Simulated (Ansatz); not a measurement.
## CrSi6Mo2: phonon heat capacity and phonon entropy against temperature

All results are calculated (Ansatz 0.2.0). Harmonic vibrational free energy, entropy and heat capacity at constant volume, per atom, from the force constants of a q mesh, imaginary modes left out; plane waves with PAW datasets, Gamma-centred k mesh.

Structure of every row (space group Fmmm, No. 69):
```
cell vectors (Å)
   0.0000     3.8906     6.7353
   2.2494     0.0000     6.7353
   2.2494     3.8906     0.0000
atoms (fractions of the cell vectors)
Cr  0.00000  0.00000  0.00000
Si  0.99995  0.32806  0.67194
Si  0.33475  0.66525  0.33475
Si  0.67194  0.00005  0.99995
Si  0.32806  0.99995  0.00005
Si  0.66525  0.33475  0.66525
Si  0.00005  0.67194  0.32806
Mo  0.66603  0.66603  0.33397
Mo  0.33397  0.33397  0.66603
```

Settings of every row: functional PBE; dispersion none; spin none; wave cutoff 420 eV; k mesh 10x10x10; occupations fermi dirac; smearing width 0.15 eV; pressure 0 GPa; phonon method linear response; q mesh 2x2x2.

Limits: coarse q mesh; metal sensitive to the k mesh; no spin polarisation, a magnetic state may lie lower; phonon interpolation lacks quadrupole term; the cell comes from a prototype or a list of computed structures and needn't be the stable phase.

```csv
row,temperature (K),phonon heat capacity (kB/atom),phonon entropy (kB/atom),phonon free energy (meV/atom)
1,200,2.117,1.455,44.7
2,300,2.55,2.409,27.9
3,400,2.733,3.171,3.7
4,500,2.825,3.792,-26.3
5,600,2.877,4.312,-61.3
6,700,2.909,4.758,-100.4
7,800,?,?,?
8,900,2.944,5.494,-189
9,1000,2.955,5.804,-237.7
```

Question: what phonon heat capacity and phonon entropy should row 7 give?

Worked fit of phonon heat capacity. At high temperature a harmonic heat capacity falls short of its limit by a term in 1/T², so take t = (100 K / T)². The shown rows have t = 0.25, 0.11111, 0.0625, 0.04, 0.02778, 0.02041, 0.01235, 0.01. Least squares give phonon heat capacity = 2.9984 − 4.4633 × t + 3.754 × t² kB/atom; a straight line predicts inner rows, each left out in turn, worse (root mean square 0.021 against 0.0016 kB/atom). The rows lie off it by 0.000, 0.001, -0.001, -0.001, 0.000, 0.000, 0.000, 0.001. The constant, 2.9984 kB/atom, is to be held against the harmonic limit of 3 k_B an atom. The withheld row has t = 0.01562, so the fit gives 2.9984 − 4.4633 × (0.01562) + 3.754 × (0.01562)² = 2.930 kB/atom.

The calculation gave 2.93 kB/atom. The fit meets it to the printed digit.

Worked fit of phonon entropy. Entropy rises as the heat capacity times the change of ln T, so take t = ln(T / 300 K). The shown rows have t = -0.4055, 0, 0.2877, 0.5108, 0.6931, 0.8473, 1.0986, 1.204. Least squares give phonon entropy = 2.4319 + 2.53401 × t + 0.23049 × t² kB/atom; a straight line predicts inner rows, each left out in turn, worse (root mean square 0.057 against 0.017 kB/atom). The rows lie off it by 0.013, -0.023, -0.009, 0.006, 0.013, 0.014, 0.000, -0.013 (root mean square 0.013 kB/atom), a smooth pattern that one more power would take up: the form is only approximate. The slope at t = 0, 2.53 kB/atom, estimates the heat capacity at 300 K. The withheld row has t = 0.9808, so the fit gives 2.4319 + 2.53401 × (0.9808) + 0.23049 × (0.9808)² = 5.139 kB/atom.

The calculation gave 5.148 kB/atom. The fit lies 0.009 kB/atom (0.21 % of the column's range) below it; its largest miss of a shown row is 0.023 kB/atom.

The other values of row 7: phonon free energy -143.2 meV/atom.
